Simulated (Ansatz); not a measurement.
From B to In: the dipole moment

One atom is swapped for its congeners: BH2(CN); AlH2(CN); InH2(CN). The Ga member is missing. All are singlets with charge 0.

Shapes, held fixed at every level: PBE0-D4/def2-TZVP. Programs: Ansatz 0.2.0. Values in D.

(1) How should the dipole moment change along the series?

Results:

(1) At wB97M-V/def2-TZVPP the dipole moment rises at every step, from 2.76 to 4.47 D. Every level shows the same order. For atoms past krypton def2 sets carry core potentials with scalar relativity.

| level | BH2(CN) | AlH2(CN) | InH2(CN) |
| --- | --- | --- | --- |
| PBE-D4/def2-TZVPP | 2.57 | 3.27 | 4.25 |
| r2SCAN-D4/def2-TZVPP | 2.70 | 3.31 | 4.35 |
| B3LYP-D4/def2-TZVPP | 2.72 | 3.39 | 4.42 |
| wB97M-V/def2-TZVPP | 2.76 | 3.42 | 4.47 |

The dipole moment grows from boron to indium with every functional, and the spread between functionals is much smaller than either step, so the order is secure among these three molecules. The cyanide nitrogen is the negative end, and the charge separation grows as the metal–carbon bond becomes longer and more polar than the boron–carbon bond. Boron's compact empty p orbital also accepts π density from cyanide more effectively, which probably holds its dipole down further.

Electronegativity alone does not account for the second step, since indium is not more electropositive than aluminium on the common scales. The larger indium value more likely reflects the greater distance over which charge is separated, helped by less hydridic hydrogens: the M–H bond dipoles oppose that of the cyanide side, and the cancellation should be weaker for In–H than for Al–H. Total dipoles cannot apportion the increase between bond length, charge transfer and this cancellation, so they are no direct measure of ionicity.
